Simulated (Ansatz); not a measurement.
# Relaxed cell and highest zone-centre phonon of WC (WC-type) with LDA, PBE, PBE+D3(BJ), PBE+SOC and r2SCAN

A dispersion term raises the highest zone-centre mode of WC by 17.8 cm⁻¹ over plain PBE, although this hard metallic carbide is held together by strong W–C bonds. Spin-orbit coupling, in a crystal where every second atom is tungsten, raises it by only 2.7 cm⁻¹. My question is whether the relaxed volume accounts for both shifts, and for those of LDA and r2SCAN. If it does, an error in the phonon is mostly an error in the cell and can be mended there. If not, the functional also changes the stiffness of the bonds at a given volume. I take the harmonic mode of each level at its own relaxed cell and measure all shifts from PBE; experiment is not compared here.

## Method

One crystal, WC (WC-type), at several levels of theory, each at its own relaxed cell. The structures stem from measured cells of the Crystallography Open Database, directly or through a relaxation at another level; cell and atoms were relaxed at zero pressure at each row's own level, inside the symmetry of the start, with no thermal or zero-point expansion. Program: Ansatz 0.2.0, plane waves, with spin-orbit coupling where the level says +SOC and scalar-relativistic otherwise, non-magnetic. Wave-function cutoff 420 eV, with r2SCAN 500 eV; on the k meshes (Γ-centred) the least product of divisions and cell-vector length runs from 44 to 46 Å, relaxations included. Residual pressures at rest stay under 0.01 GPa. Occupations: methfessel-paxton smearing of 0.2 eV. Harmonic modes at natural masses come from linear response (density functional perturbation theory), with the acoustic sum rule imposed. Times are rough, from shared Arm server processors. The tabled runs alone: cutoff 420 to 500 eV, k length 45 to 46 Å, k mesh 18×18×16.

Notes on method and selection:

- Harmonic values at the static lattice; measured values carry thermal expansion and anharmonic shifts at their temperature.
- PAW stands for the program's default projector-augmented-wave potentials.
- D3(BJ) is a dispersion term.
- The default PAW files are generated under PBE; for other functionals their frozen cores are regenerated in the run.
- The slope of log frequency against log volume is minus an effective Grüneisen parameter only if the functionals differ by nothing but the volume.
- In cells without a Kohn-Sham gap the frequencies depend on k mesh and smearing; the size of that error was not measured for these rows.
- Spin-orbit coupling is left out in rows not marked +SOC; it matters most with heavy elements (here W).
- Runs that did not converge, have known faults or may not be shown are not listed, and runs on Ansatz's PAW sets soft_1 and soft_2 are kept to separate tables.

Columns:

- volume per atom (Å³): volume per atom of the relaxed cell.
- lattice constant a (Å): lattice constant of the relaxed conventional cell.
- lattice constant c (Å): lattice constant c of the relaxed conventional cell.
- settings: method, cutoff and k mesh of the phonon run.
- highest Γ mode (cm⁻¹): highest optical mode at the zone centre, without the macroscopic field (no LO-TO term).
- cost (core-s): processor time of the phonon run, shared machines, rough; given only for runs of the same extent.

Input lines of one member:

```
kpoints:
  mp_grid: { grid: [18, 18, 16] }
hamiltonian:
  xc: lda
scf:
  occupations: { method: methfessel_paxton, width: 0.2 }
output:
  eigenvalues: true
phonons:
  method: dfpt
```

Command (options for logging and memory left out): `ansatz run input.yaml --threads 4 --backend cpu`

## Table of results

| member | volume per atom (Å³) | lattice constant a (Å) | lattice constant c (Å) | settings | highest Γ mode (cm⁻¹) | cost (core-s) | remark |
| --- | --- | --- | --- | --- | --- | --- | --- |
| LDA, PAW | 10.13 | 2.884 | 2.812 | linear response, 420 eV, k 18×18×16 | 626.9 | 95 | known phase |
| PBE+D3(BJ), PAW | 10.33 | 2.902 | 2.833 | linear response, 420 eV, k 18×18×16 | 615.6 | 96 | known phase |
| r2SCAN, PAW | 10.42 | 2.912 | 2.836 | linear response, 500 eV, k 18×18×16 | 614.6 | 670 | known phase |
| PBE+SOC, PAW | 10.52 | 2.921 | 2.846 | linear response, 420 eV, k 18×18×16 | 600.5 | 460 | known phase |
| PBE, PAW | 10.52 | 2.922 | 2.847 | linear response, 420 eV, k 18×18×16 | 597.8 | 95 | known phase |

Least-squares fits to the whole series, with x = volume per atom (Å³); R² and errors in the fitted variable (y, or ln y where the fit is in ln y):

| y | members | fit | R² | rms residual | leave-one-out rms | the same for the mean of the others |
| --- | --- | --- | --- | --- | --- | --- |
| highest Γ mode (cm⁻¹) | 5 | ln y = 9.165 − 1.175 ln x | 0.90 | 0.0056 | 0.011 | 0.022 |

## What drives the series

From LDA to PBE the volume grows from 10.13 to 10.52 Å³ per atom and the mode falls from 626.9 to 597.8 cm⁻¹. PBE+D3(BJ) and r2SCAN lie between them in both quantities. LDA binds too strongly and gives the smallest cell, while the gradient correction in PBE loosens it. The dispersion term adds a pairwise attraction that pulls the PBE cell in by 0.19 Å³ per atom. Spin-orbit coupling leaves the volume unchanged to the second decimal.

The simplest model I can build for the mode has two parameters and rests on three assumptions.

First, the tungsten and carbon sublattices move rigidly against each other, here within the hexagonal plane. Then ω² = K/μ, where K is the restoring force constant and μ the reduced mass. Tungsten is about 15 times as heavy as carbon, so μ is nearly the carbon mass. It is the same in every row, and only K can move the frequency.

Second, K depends on the W–C bond length d alone, in the same way at every level of theory. Over a narrow range I write this as K = K₀ (d/d₀)⁻ⁿ. A shorter bond has more overlap and steeper repulsion, so n is positive.

Third, the cell keeps its shape, so that V is proportional to d³. The ratio c/a supports this: it runs only from 2.836 / 2.912 = 0.974 with r2SCAN to 2.833 / 2.902 = 0.976 with PBE+D3(BJ).

Putting the second and third into the first gives K proportional to V to the power −n/3. The square root halves the exponent:

ω = ω₀ (V/V₀)^(−γ), with γ = n/6.

The parameters are ω₀, the frequency at a reference volume V₀, and γ, which is a Grüneisen parameter only as far as the second assumption is true.

## Testing the model

I fix the model on PBE and PBE+D3(BJ), because these two share the same exchange-correlation functional. The dispersion term is strongly damped at bond distance, so I expect it to act mainly by compressing the cell.

γ = ln(615.6 / 597.8) / ln(10.52 / 10.33) = 0.029 / 0.018 = 1.61

The reference is PBE, with ω₀ = 597.8 cm⁻¹ and V₀ = 10.52 Å³ per atom. The other three rows follow.

LDA: 597.8 × (10.52 / 10.13)^1.61 = 635.3 cm⁻¹. The table has 626.9, which is 8.4 lower.

r2SCAN: 597.8 × (10.52 / 10.42)^1.61 = 607.1 cm⁻¹. The table has 614.6, which is 7.5 higher.

PBE+SOC: 597.8 × (10.52 / 10.52)^1.61 = 597.8 cm⁻¹. The table has 600.5, which is 2.7 higher. A volume difference hidden by the rounding, at most 0.01 Å³, would be worth no more than 0.9 cm⁻¹.

The typical (rms) miss over these three rows is 6.7 cm⁻¹, against a scatter of 11 cm⁻¹ for the same rows about the mean of the table. The model is therefore useful but coarse. Rounding of the volumes lets γ lie anywhere from about 1.5 to 1.7, which moves the LDA estimate by some 2 cm⁻¹ either way and does not remove its miss.

The choice of pair matters more. LDA and PBE together give, by the same formula, roughly 0.048 / 0.038 = 1.26, and the fit to all five rows gives 1.175. Both slopes mix the effect of volume with a change of functional, so I would not use either as the Grüneisen parameter of WC.

## Exceptions

Largest departures from the fit to the whole series:

| member | highest Γ mode (cm⁻¹) | fit | computed − fit | computed / fit | in rms residuals (of ln y) |
| --- | --- | --- | --- | --- | --- |
| r2SCAN, PAW | 614.6 | 608.6 | +6.0 | 1.01 | 1.7 |
| PBE, PAW | 597.8 | 601.8 | −4.0 | 0.99 | 1.2 |
| LDA, PAW | 626.9 | 629.1 | −2.2 | 1.00 | 0.6 |
| PBE+SOC, PAW | 600.5 | 601.8 | −1.3 | 1.00 | 0.4 |

These departures are from the five-row fit. The two large misses of the model fixed on PBE and PBE+D3(BJ) are those of LDA and r2SCAN; they have opposite signs, so no other choice of γ removes both. What fails is the assumption that all functionals share one force constant at a given volume.

r2SCAN lies 7.5 cm⁻¹ above the model, so its in-plane W–C restoring force is stiffer than that of PBE at equal volume. The tabled mode is a degenerate pair in the hexagonal plane; the single optical mode along c lies below it in every row, and the gap is widest with r2SCAN. Its c/a is almost that of PBE, which points to the forces more than to the cell shape. Its higher cutoff may add a little to the difference.

LDA lies 8.4 cm⁻¹ below the model. It is thus softer than PBE would be if squeezed to the LDA cell, provided that D3(BJ) acts through the volume alone and that γ stays constant down to that cell. Part of this may come from shape, because D3(BJ) shortens a relatively more than c. With a in place of V in the power law, the miss shrinks to about −5 cm⁻¹ but keeps its sign.

The +2.7 cm⁻¹ of spin-orbit coupling is small, and since the k-mesh and smearing error was not measured, I give it no orbital cause.

## Cost

The dispersion term is free in practice, at 96 core-s against 95 for PBE, and it moves the mode by 17.8 cm⁻¹. Spin-orbit coupling takes 460 core-s, nearly five times the PBE run, for a shift of 2.7 cm⁻¹; two-component wave functions double both the basis and the number of bands. r2SCAN takes 670 core-s, about seven times PBE. Its higher cutoff enlarges the plane-wave basis by only (500 / 420)^1.5 = 1.3, so most of the extra time lies elsewhere. For this mode I would spend the time on a second functional before spin-orbit coupling, since the choice of functional moves the result much further.

## Rules of thumb and their limits

Between 10.13 and 10.52 Å³ per atom, volume explains the direction of the LDA and r2SCAN shifts, but not their size. The D3(BJ) shift was used to fix γ, so that it comes from volume alone is an assumption here and not a result; a PBE phonon run at the D3(BJ) cell would test it. For r2SCAN it supplies 9.3 of the 16.8 cm⁻¹ above PBE, and for LDA it predicts 635.3 − 597.8 = 37.5 where the table shows 626.9 − 597.8 = 29.1. The spin-orbit shift is mostly not a volume effect. This rests on three functionals; a PBEsol run exists but is not tabled.

Zero-point and thermal expansion, with the anharmonic shift, should lower the mode by a few cm⁻¹ at room temperature, as a rough size. That matters when a measured frequency is used to choose between neighbouring levels.

[Logs are printed without paths, hosts, clocks, repeated set-up lines and the standing remarks that a program may print on its own settings, such as how far it seeks lower states.]
